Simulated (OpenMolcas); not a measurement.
**A ladder of methods for AlH2F (SMILES [H][Al]([H])[F])**

AlH2F has 4 atoms, charge 0, and is taken as a singlet. As SMILES, `[H][Al]([H])[F]`. The shape comes from GFN2-xTB, which is rough for such elements, and wasn't checked as a minimum.

| atom | x (Å) | y (Å) | z (Å) |
| --- | --- | --- | --- |
| Al | 0.0196 | 0.0327 | 0.0009 |
| H | 1.5469 | -0.0179 | 0.0141 |
| H | -0.7390 | 1.3588 | -0.0194 |
| F | -0.8275 | -1.3736 | 0.0044 |

Each level gives the energy change with the Al1–H3 bond stretched from 1.528 to 1.910 Å (eV). The values are calculated.

| level | kind | program | value (eV) | less FCI/STO-3G | CPU time (all runs) |
| --- | --- | --- | --- | --- | --- |
| HF/STO-3G (restricted) | Hartree–Fock | OpenMolcas | 1.58 | +0.38 | 3.2 s |
| SVWN5/STO-3G (restricted) | LDA | OpenMolcas | 1.10 | -0.10 | 6.9 s |
| PBE/STO-3G (restricted) | GGA | OpenMolcas | 1.05 | -0.15 | 8 s |
| B3LYP/STO-3G (restricted) | global hybrid | OpenMolcas | 1.17 | -0.03 | 8.3 s |
| PBE0/STO-3G (restricted) | global hybrid | OpenMolcas | 1.22 | +0.02 | 7.5 s |
| B2PLYP/STO-3G (restricted) | double hybrid | OpenMolcas | 1.27 | +0.07 | 7.2 s |
| MP2/STO-3G (restricted) | perturbation theory | OpenMolcas | 1.37 | +0.17 | 3.2 s |
| ACPF/STO-3G (restricted) | coupled cluster or CI | OpenMolcas | 1.19 | -0.01 | 3.4 s |
| FCI/STO-3G | exact in the basis | OpenMolcas | 1.20 | 0.00 | 9.2 s |

FCI/STO-3G is exact within its basis and frozen core, so for wave-function methods in that basis the difference is their error; functionals converge differently with the basis, so for them it is only a difference. The first shape isn't each level's own minimum. The values span 1.05 to 1.58 eV. All rows use very small basis sets, so even the best lies far from the true value. Times are those of the runs behind each value, whatever else they computed, on shared processors of several kinds: orders of magnitude only.

Stretching the Al–H bond costs most in Hartree–Fock because correlation between the two bonding electrons grows as the bond lengthens. A single closed-shell determinant keeps too much ionic character and can't let the electrons separate onto Al and H. MP2 removes somewhat more than half of the excess, while ACPF comes within 0.01 eV of FCI. This suggests that the stretched bond is still dominated by one configuration, and that what MP2 lacks is mainly higher-order correlation as the bonding–antibonding gap narrows.

Among the functionals, the cost rises with the share of exact exchange, from PBE and SVWN5 through B3LYP and PBE0 to B2PLYP. Semilocal exchange mimics part of the left–right correlation that exact exchange leaves out, so the global hybrids' closeness to FCI probably reflects a balance of opposing errors. The ordering applies to a moderate stretch and doesn't establish how these methods would rank at full dissociation, where the restricted reference becomes qualitatively wrong.
